\section*{Margin comments on the polarisability of a sheet and its wavevector-dependent screening}

\paragraph{1. Conventions and premises.}
Electrostatics is Gaussian, so two electrons repel with energy $e^2/r$, where $e^2=14.40$ eV\,\AA. The position is $\mathbf r=(\boldsymbol\rho,z)$, $\mathbf q$ is an in-plane wavevector, $\mathbf G$ an in-plane reciprocal vector, and perturbations vary as $e^{i\mathbf q\cdot\boldsymbol\rho-i\omega t}$. The premises are:
(a) linear, non-retarded response, $\delta n=\chi\,v_{\rm ext}$ with $\chi=P+Pv\chi$, where $v$ is the Coulomb kernel and $P=\chi_0+\chi_0f_{xc}P$ is the proper polarisability of time-dependent density functional theory;
(b) the electrons are confined to $|z|<d/2$, with vacuum outside;
(c) the layer is gapped and $\hbar\omega$ lies below the gap, so $P(\mathbf r,\mathbf r')$ is short-ranged;
(d) time-reversal symmetry, a threefold axis along $z$ and the mirror $z\to-z$.
Comment 7 relaxes (c).

\paragraph{2. Only one piece of the Coulomb kernel is singular.}
The in-plane transform of $e^2/|\mathbf r-\mathbf r'|$ solves $(\partial_z^2-q^2)v=-4\pi e^2\delta(z-z')$. For $\mathbf G=0$,
\begin{equation}
v(q;z,z')=\frac{2\pi e^2}{q}e^{-q|z-z'|}=v_q-2\pi e^2|z-z'|+O(q),\qquad v_q=\frac{2\pi e^2}{q}.\tag{1}
\end{equation}
The divergent term does not depend on $z$ or $z'$, so it is a rank-one operator $v_q|1\rangle\langle1|$, where $|1\rangle$ is the function $e^{i\mathbf q\cdot\boldsymbol\rho}$, constant across the layer. Put $v=\bar v+v_q|1\rangle\langle1|$ and define $\bar\chi=P+P\bar v\bar\chi$. Formally $\chi^{-1}=P^{-1}-v=\bar\chi^{-1}-v_q|1\rangle\langle1|$, which means $\chi=\bar\chi+\bar\chi|1\rangle v_q\langle1|\chi$. The matrix element $X_{00}=\langle1|X|1\rangle$ per unit area closes this equation without approximation:
\begin{equation}
\chi_{00}=\frac{\bar\chi_{00}}{1-v_q\bar\chi_{00}},\qquad
\frac1{\epsilon(q,\omega)}\equiv1+v_q\chi_{00}=\frac1{1-v_q\bar\chi_{00}}.\tag{2}
\end{equation}
All local-field and exchange-correlation effects sit in $\bar\chi$. The quantity $1/\epsilon$ is the ratio of total to external potential in the layer, up to a variation of relative order $qd$ across its thickness.

\paragraph{3. Why $\bar\chi_{00}$ starts at $q^2$.}
For a sample of area $\mathcal A$,
\begin{equation}
\bar\chi_{00}(\mathbf q)=\frac1{\mathcal A}\iint d^3r\,d^3r'\,e^{-i\mathbf q\cdot(\boldsymbol\rho-\boldsymbol\rho')}\bar\chi(\mathbf r,\mathbf r').\tag{3}
\end{equation}
A constant potential moves no charge in a gapped system, so $P$ annihilates constants, and so does $\bar\chi=P+\bar\chi\bar vP$; the $q^0$ term vanishes. Time reversal makes $\bar\chi$ symmetric in its arguments, which removes the term linear in $q$. The threefold axis makes the quadratic form isotropic. Hence
\begin{equation}
\bar\chi_{00}=-\frac{\alpha_\parallel q^2}{e^2},\qquad
\alpha_\parallel=\frac{e^2}{2\mathcal A}\iint d^3r\,d^3r'\,(x-x')^2\,\bar\chi(\mathbf r,\mathbf r').\tag{4}
\end{equation}
This $\alpha_\parallel$ is a length and is the dipole per area per unit field. If $\mathbf p=\alpha_\parallel\mathbf E_\parallel$ and $\mathbf E=-\nabla\phi$, the bound charge per area is $\sigma=-\nabla\cdot\mathbf p=-\alpha_\parallel q^2\phi$, and $\delta n=-\sigma/e$ with $v=-e\phi$ returns (4). Stability makes the static response non-positive, so $\alpha_\parallel\ge0$. Inserting (4) in (2) gives
\begin{equation}
\epsilon(q)=1+r_0q,\qquad r_0=2\pi\alpha_\parallel,\qquad W(q)=\frac{v_q}{\epsilon(q)}=\frac{2\pi e^2}{q(1+r_0q)}.\tag{5}
\end{equation}
In a bulk insulator the $q^2$ of the response cancels the $q^{-2}$ of the kernel and leaves a constant. Here one power of $q$ survives, so $\epsilon(0)=1$: the field lines of a long wave run through vacuum.

The first correction can be sized. A planar-averaged density cannot be linear in an in-plane field on a threefold axis, so the $\mathbf G=0$ induced density is $O(q^2)$. The mirror decouples it from dipoles along $z$. The term $-2\pi e^2|z-z'|$ of (1) then changes $r_0q$ by a relative amount of order $qd$. For charge spread uniformly over $d$, averaging (1) over $z$ and $z'$ gives $v_q\to v_qF(qd)$, with
\begin{equation}
F(x)=2\int_0^1(1-t)e^{-xt}dt=\frac{2(x-1+e^{-x})}{x^2}=1-\frac x3+\dots\tag{6}
\end{equation}
Then $\epsilon=1+r_0qF$, which stops rising linearly once $qd\sim1$.

\paragraph{4. What a supercell computes in the plane.}
Repeat the layer at $z=jL$ with phase $e^{ikjL}$. By (1) layer $j$ adds $v_qe^{-q|j|L}e^{ikjL}$ at layer $0$, and two geometric series sum to
\begin{equation}
S(q,k)=\frac{\sinh qL}{\cosh qL-\cos kL},\qquad
\epsilon_L(q)=1+r_0q\,S(q,0)=1+r_0q\coth\frac{qL}{2}.\tag{7}
\end{equation}
At $k=0$ the normal fields of the layers above and below cancel. The $\mathbf G\ne0$ fields of the images fall as $e^{-G(L-d)}$, and orbital overlap also decays exponentially, so $\bar\chi_{00}$ keeps its isolated value at the order of (4). The two limits of (7) do not commute. For $qL\gg1$, $\coth\to1$ and (5) returns. For $qL\ll1$, $\coth(qL/2)\to2/qL$ and
\begin{equation}
\epsilon_\parallel(L)=1+\frac{4\pi\alpha_\parallel}{L}.\tag{8}
\end{equation}
A periodic code reports the cell-averaged potential, not the one at the sheet. The induced density $-\alpha_\parallel q^2v_{\rm ext}/(e^2\epsilon_L)$, averaged over $L$ and multiplied by $4\pi e^2/q^2$, gives
\begin{equation}
\frac1{\epsilon_M(q)}=1-\frac{4\pi\alpha_\parallel/L}{\epsilon_L(q)}.\tag{9}
\end{equation}
At $q\to0$ this is $1/(1+4\pi\alpha_\parallel/L)$, so $\epsilon_M$ also obeys (8). At finite $q$ the two functions differ, but $1/\epsilon_M$ has its poles at the zeros of $\epsilon_L$.

\paragraph{5. Why the normal component appears inverted.}
At $q=0$ the planar average of Gauss's law is $dE_z/dz=4\pi\varrho(z)$, with $\varrho$ the induced charge density. The layer stays neutral, so the field has one value $E_{\rm vac}$ in all vacuum regions, and uniform dipole layers exert no field on each other. Each layer thus responds as an isolated one in an applied field $E_{\rm vac}$, which defines $p_z=\int z\varrho\,dz=\alpha_\perp E_{\rm vac}$. Integration by parts gives
\begin{equation}
\langle E_z\rangle=\frac1L\Big[zE_z\Big]_{-L/2}^{L/2}-\frac{4\pi}{L}\int z\varrho\,dz=E_{\rm vac}-\frac{4\pi p_z}{L}.\tag{10}
\end{equation}
Therefore $D_z=\langle E_z\rangle+4\pi p_z/L=E_{\rm vac}$, and $\epsilon_\perp=D_z/\langle E_z\rangle$ obeys
\begin{equation}
\frac1{\epsilon_\perp(L)}=1-\frac{4\pi\alpha_\perp}{L}.\tag{11}
\end{equation}
The layer feels the mean $E$ in (8) and feels $D$ in (11), because tangential $E$ and normal $D$ are the components that do not vary across the cell. Thus $\alpha_\perp$ already contains the layer's own depolarising field. Both permittivities tend to $1$ as $L\to\infty$, and only the $\alpha$ belong to the sheet. A uniform slab of isotropic permittivity $\epsilon_s$ has $4\pi\alpha_\parallel=d(\epsilon_s-1)$ and $4\pi\alpha_\perp=d(1-1/\epsilon_s)$, so $\epsilon_s=\alpha_\parallel/\alpha_\perp$ and $4\pi\alpha_\perp<d$.

\paragraph{6. Real space without tables.}
The angular integral of the inverse transform of (5) gives $W(r)=e^2\int_0^\infty J_0(qr)\,dq/(1+r_0q)$ for an in-plane distance $r$. Write $1/(1+r_0q)=\int_0^\infty e^{-s(1+r_0q)}ds$ and use $\int_0^\infty J_0(qr)e^{-qb}dq=(r^2+b^2)^{-1/2}$, which is the inverse transform of (1). Then
\begin{equation}
W(r)=e^2\int_0^\infty\frac{e^{-s}\,ds}{\sqrt{r^2+r_0^2s^2}}=\frac{\pi e^2}{2r_0}\big[H_0(u)-Y_0(u)\big],\qquad u=\frac r{r_0}.\tag{12}
\end{equation}
The second form follows from $s=ut$ and the representation $H_0(u)-Y_0(u)=(2/\pi)\int_0^\infty e^{-ut}(1+t^2)^{-1/2}dt$ of the Struve and Neumann functions. This is the interaction of Rytova (1967) and Keldysh (1979). The integral shows the source charge replaced by a line of charge along $z$ with decay length $r_0$, which looks like a point from afar and like a wire from nearby.

For $u\gg1$, expand the root and use $\int_0^\infty s^2e^{-s}ds=2$, which begins an asymptotic series:
\begin{equation}
W\simeq\frac{e^2}{r}\Big(1-\frac{r_0^2}{r^2}+\dots\Big).\tag{13}
\end{equation}
For $u\ll1$, integrate by parts: $r_0W/e^2=\int_0^\infty e^{-s}\operatorname{arsinh}(s/u)\,ds$. Replacing $\operatorname{arsinh}y$ by $\ln2y$ and using $\int_0^\infty e^{-s}\ln s\,ds=-\gamma$ (Euler's constant) gives the logarithm. The remainder comes from $s\lesssim u$, where $e^{-s}\approx1$, and equals $u\int_0^\infty(\operatorname{arsinh}y-\ln2y)\,dy=u$. So
\begin{equation}
W\simeq\frac{e^2}{r_0}\Big[\ln\frac{2r_0}{r}-\gamma+\frac r{r_0}\Big].\tag{14}
\end{equation}
Since (5) needs $qd\ll1$, the logarithm is physical only for $d\ll r\ll r_0$. Between half-spaces of permittivity $\epsilon_1$ and $\epsilon_2$ the jump condition is $(\epsilon_1+\epsilon_2)q\phi=4\pi\sigma$, so $v_q\to v_q/\kappa$ and $W=2\pi e^2/[q(\kappa+r_0q)]$ with $\kappa=(\epsilon_1+\epsilon_2)/2$.

\paragraph{7. The same screening inside a metal.}
Undistorted monolayer 1H-TaS$_2$ satisfies (d), and one $d$-like band holds one electron per cell. Its full static $\alpha_\parallel$ diverges, while $\alpha_\perp$ stays finite. Split $P$ into transitions within that band and the rest. The rest responds like an insulator as long as $\hbar\omega$ lies below interband absorption, and comments 2 to 6 apply to it, with $\alpha_\parallel$ now the interband polarisability. For the intraband part at small $q$, $f_{\mathbf k}-f_{\mathbf k+\mathbf q}=\delta(\varepsilon_{\mathbf k}-\mu)\,\hbar\mathbf v\cdot\mathbf q$. With density of states $N$ per area (both spins) and circular pockets of speed $v_F$, the averages $\langle\cos^2\theta\rangle=1/2$ and $\langle\cos^4\theta\rangle=3/8$ give
\begin{equation}
P_{\rm intra}=N\Big\langle\frac{\mathbf v\cdot\mathbf q}{\omega-\mathbf v\cdot\mathbf q}\Big\rangle=\frac{\mathcal Dq^2}{\omega^2}\Big[1+\frac34\frac{v_F^2q^2}{\omega^2}+\dots\Big],\qquad\mathcal D=\frac{Nv_F^2}{2}\equiv\frac n{m^*}.\tag{15}
\end{equation}
The optical mass $m^*$ only parametrises the Drude weight $\mathcal D$. Assume now that the two parts add in $\bar\chi_{00}$, which neglects the action of $\bar v$ and $f_{xc}$ on the intraband charge. Equation (2) at leading order becomes $\epsilon=1+r_0q-2\pi e^2\mathcal Dq/\omega^2$, and its zero is
\begin{equation}
\omega^2(q)=\mathcal Dq^2W(q)=\omega_\infty^2\frac{r_0q}{1+r_0q},\qquad\omega_\infty^2=\frac{e^2\mathcal D}{\alpha_\parallel},\qquad\frac{d\omega}{dq}=\frac{\omega}{2q(1+r_0q)}.\tag{16}
\end{equation}
The law $\omega\propto\sqrt q$ holds for $r_0q\ll1$. For $r_0q\gg1$, $W\propto q^{-2}$ cancels the $q^2$ of the Drude term, as for a bulk plasmon, and the branch flattens. On the plateau the intraband and interband charges cancel, $\bar\chi_{00}\to0$, a condition free of the kernel. Hence $\kappa$, the factor $S$, and a factor $F$ common to both charges alter the approach, through $r_0q\to r_0q/\kappa$, $r_0qS$ or $r_0qF$, but leave $\omega_\infty$ alone.

\paragraph{8. Range of validity.}
Equations (8) and (11) need $qL\ll1$ and a vacuum gap wide enough to remove overlap. Equations (5) and (12) to (14) need $qd\ll1$, $q\ll G$ and $\hbar\omega$ below interband absorption. Equation (16) further needs $\omega/c\ll q\ll\omega/v_F$, weak damping, $k_BT$ small against the bandwidth ($0.026$ eV at 300 K, against a width of order 1 eV), and no charge-density-wave reconstruction of the band. A plateau is visible only if $1/r_0$ lies well below both $1/d$ and $\omega_\infty/v_F$.

\paragraph{9. Illustration: a model of monolayer 1H-TaS$_2$.}
The inputs are a typical lattice constant $a\approx3.31$ \AA\ and the assumed values $\alpha_\parallel=6.0$ \AA, $\alpha_\perp=0.40$ \AA, $m^*=2m_e$ and $N=2$ states per eV per cell. The cell area is $A=\sqrt3a^2/2=9.49$ \AA$^2$ and $n=1/A=0.1054$ \AA$^{-2}$. With $\hbar^2/m_e=7.620$ eV\,\AA$^2$, $\hbar^2\mathcal D=0.402$ eV and $2\pi e^2\hbar^2\mathcal D=36.3$ eV$^2$\AA. Also $r_0=37.7$ \AA, $1/r_0=0.0265$ \AA$^{-1}$ and $\hbar v_F=1.95$ eV\,\AA. The equivalent slab has $\epsilon_s=15$ and $d=5.4$ \AA.

Supercells with $L=20$ and $30$ \AA\ would report interband $\epsilon_\parallel=4.77$ and $3.51$, and $\epsilon_\perp=1.34$ and $1.20$, from the same two $\alpha$. With $G=4\pi/\sqrt3a=2.19$ \AA$^{-1}$ the image factor $e^{-G(L-d)}$ is below $10^{-13}$. The interband-screened interaction (12) has scale $e^2/r_0=0.38$ eV. At $r=10$ \AA\ it is $0.64$ eV, against $1.44$ eV unscreened, $0.55$ eV from $\ln(2r_0/r)-\gamma$ alone and $0.65$ eV from (14). At $100$ \AA\ it is $0.132$ eV against $0.144$ eV unscreened.

The plateau is $(\hbar\omega_\infty)^2=0.96$ eV$^2$, so $\hbar\omega_\infty=0.98$ eV. Energies below are in eV.
\begin{center}
\begin{tabular}{ccccc}
$q$ (\AA$^{-1}$) & $1+r_0q$ & $\hbar\omega$, $r_0=0$ & $\hbar\omega$, Eq. (16) & $\hbar\omega$, $L=20$ \AA, $k=0$\\\hline
0.01 & 1.38 & 0.60 & 0.51 & 0.87\\
0.05 & 2.88 & 1.35 & 0.79 & 0.88\\
0.10 & 4.77 & 1.91 & 0.87 & 0.90\\
0.20 & 8.54 & 2.70 & 0.92 & 0.92
\end{tabular}
\end{center}
The last column uses $r_0q\to r_0qS$. A supercell without Coulomb truncation is flat down to $q\to0$ because of its images, so flatness at $qL\lesssim1$ says nothing about the monolayer. Retardation matters only near $q=2\pi e^2\mathcal D/c^2=9.3\times10^{-6}$ \AA$^{-1}$, where the $\sqrt q$ branch meets the light line.

At $q=0.2$ \AA$^{-1}$, (16) gives $(\hbar\omega)^2=0.85$ eV$^2$, which is $0.11$ eV$^2$ short of the plateau, and the neglected terms rival that shortfall.
(i) Thickness: $qd=1.08$ and $F=0.72$, so $\epsilon$ falls from $8.54$ to $6.42$, yet $\hbar\omega$ falls only to $0.90$ eV.
(ii) The second term of (15) adds $\tfrac34(\hbar v_Fq)^2=0.11$ eV$^2$ and lifts $\hbar\omega$ to $0.98$ eV; the pair continuum ends at $\hbar v_Fq=0.39$ eV, below the mode.
(iii) A residual contact interaction $UA$ on the intraband charge turns $W$ into $W+UA$ in (16) and adds $\hbar^2\mathcal Dq^2UA=0.15$ eV$^2$ per eV of $U$.
(iv) On the lattice the Drude term is the sum $\sum_{\mathbf k}f_{\mathbf k}(\varepsilon_{\mathbf k+\mathbf q}+\varepsilon_{\mathbf k-\mathbf q}-2\varepsilon_{\mathbf k})$, in which a hop $\mathbf R$ enters through $2(1-\cos\mathbf q\cdot\mathbf R)$ in place of $(\mathbf q\cdot\mathbf R)^2$. Its share shrinks by the fraction $(\mathbf q\cdot\mathbf R)^2/12$, at most $0.04$ for $R=a$ and $0.11$ for $R=\sqrt3a$.
(v) A single interband oscillator at an assumed $\Delta=3$ eV gives $\alpha_\parallel(\omega)=\alpha_\parallel(0)/(1-\hbar^2\omega^2/\Delta^2)$, larger than the static value by 10 per cent, so $6.0$ \AA\ is to be read as the value near the plateau.

The slope from (16) is $\hbar\,d\omega/dq=0.27$ eV\,\AA, against $6.7$ eV\,\AA\ for $r_0=0$. Term (ii) alone adds about $0.6$ eV\,\AA, and terms (i) and (iv) act the other way, so (16) does not fix the residual slope there. First-principles calculations typically place the monolayer plateau near or somewhat below 1 eV, and $\alpha_\parallel$ and $m^*$ were chosen to reproduce that behaviour, so the value is no test of the theory. The model's result is a plasmon held at $0.9$ to $1.0$ eV for $q$ between $0.1$ and $0.2$ \AA$^{-1}$, where the unscreened sheet would climb from $1.9$ to $2.7$ eV.